# Quantum capacitance of a metallic nanotube

Adding charge to a channel costs electrostatic work and also raises $\mu$, the chemical potential measured from charge neutrality. For non-interacting electrons with density of states $g$, net density $n$ and Fermi function $f$,

$$C_Q=q^2\frac{dn}{d\mu}=q^2\int g(E)\left(-\frac{\partial f}{\partial E}\right)dE .$$

Graphene, $g=2|E|/\pi\hbar^2v^2$, gives $\frac{2q^2kT}{\pi\hbar^2v^2}\ln[2(1+\cosh(\mu/kT))]$. A parabolic 2D band gives $\frac{g_sg_vmq^2}{2\pi\hbar^2}f(E_c)$. In a long, trap-free channel $V_G-V_0=\mu/q+qn/C_{ox}$, so the gate efficiency is

$$\eta=\frac{d\mu}{q\,dV_G}=\frac{C_{ox}}{C_{ox}+C_Q}.$$

**Model:** $v=8\times10^5$ m/s, diameter $d=1.5$ nm, wrap-around gate on $t=3$ nm of HfO$_2$ (typical $\kappa\approx20$), 300 K, charge on the carbon cylinder.

## By hand

Standing waves in a length $L$ are spaced by $hv/2L$. Four channels (two spins, two valleys) give $8/hv$ states per energy and length. With $hv\approx4\times10^{-15}\,\text{eV s}\times8\times10^{14}\,\text{nm/s}=3.2\approx3$ eV nm, and 0.16 aF per state per eV, $C_Q\approx\frac83\times0.16\approx0.43$, say 0.4 aF/nm.

Unroll the tube into a plate of width $\pi d\approx5$ nm, with $\varepsilon_0\approx0.009$ aF/nm: $C_{ox}\approx20\times0.009\times5/3=0.3$ aF/nm. Then $\eta\approx0.3/0.7\approx0.43$.

## Carefully

Near each valley $E=\pm\sqrt{(\hbar vk)^2+E_j^2}$. The circumference quantises the transverse wavevector to $2j/d$, so $E_j=2\hbar v|j|/d$. Counting spins, valleys, both directions and $\pm j$,

$$g(E)=\frac{8}{hv}\Big[1+2\sum_{j\ge1}\frac{|E|\,\theta(|E|-E_j)}{\sqrt{E^2-E_j^2}}\Big].$$

The constant term gives $C_Q=8q^2/hv$ for any $\mu$ and $T$, because $-\partial f/\partial E$ integrates to one. With $hv=3.309$ eV nm, $g=2.418$ eV$^{-1}$nm$^{-1}$ and $C_Q=0.387$ aF/nm.

Two corrections grow with $|\mu|$; take $\mu=0.5$ eV.

- **First subbands**, $E_1=0.702$ eV. Their Boltzmann tail adds approximately the fraction $2\sqrt{\pi E_1/2kT}\,e^{-(E_1-\mu)/kT}$, or 0.5 %.
- **Band curvature.** In nearest-neighbour tight binding an armchair tube's crossing bands are $\pm\gamma[1-2\cos(ka/2)]$, with $\hbar v=\sqrt3\gamma a/2$. For $a\approx0.246$ nm the given $v$ fixes $\gamma=2.47$ eV. Averaging the inverse slope over the crossings at energy $E$ gives a factor $1+(E/\gamma)^2/3$, or 1.4 %.

So $C_Q$ is flat to about 2 % for $|\mu|\le0.5$ eV. Unlike a semiconductor's in subthreshold, it never vanishes, so $\eta$ stays below one.

Gauss's law for coaxial cylinders gives

$$C_{ox}=\frac{2\pi\kappa\varepsilon_0}{\ln(1+2t/d)}=0.69\ \text{aF/nm},$$

hence $\eta=0.64$ and a total gate capacitance $\eta C_Q=0.25$ aF/nm in this model.

## Why they differ

**$C_Q$ differs by rounding only.** The state count was exact for linear bands. Cutting $hv$ to 3 raised the result by a factor 1.10, and rounding to 0.4 left it 3 % high.

**$C_{ox}$ differs by geometry.** The plate keeps the field confined to width $\pi d$, while radial field lines spread and weaken as $1/r$. With $x=2t/d$ the coaxial-to-plate ratio is $x/\ln(1+x)$, which tends to one for thin oxide and is 2.49 at $x=4$. The unrounded plate value is 0.278 aF/nm, so rounding had added a factor 1.08, and the net ratio is $2.49/1.08=2.3$.

**$\eta$ moves by only a factor 1.5.** The ratio $C_Q/C_{ox}$ falls from 1.3 to 0.56, but $\partial\ln\eta/\partial\ln C_{ox}=1-\eta$ damps the change.

**A neglected term is as large.** The model puts the oxide directly on the carbon cylinder, whereas real stacks typically have a low-permittivity van der Waals gap there. An illustrative vacuum-equivalent gap of 0.1 nm contributes 0.44 aF/nm in series with 0.74 aF/nm for the displaced 3 nm oxide. That gives $C_{ox}=0.28$ aF/nm and $\eta=0.42$. The closeness to the hand value is accidental, since the gap width was assumed. The gap-free model therefore overestimates $\eta$ of a real stack, by a factor of roughly 1.5 for such a gap, while $C_Q$ is unaffected.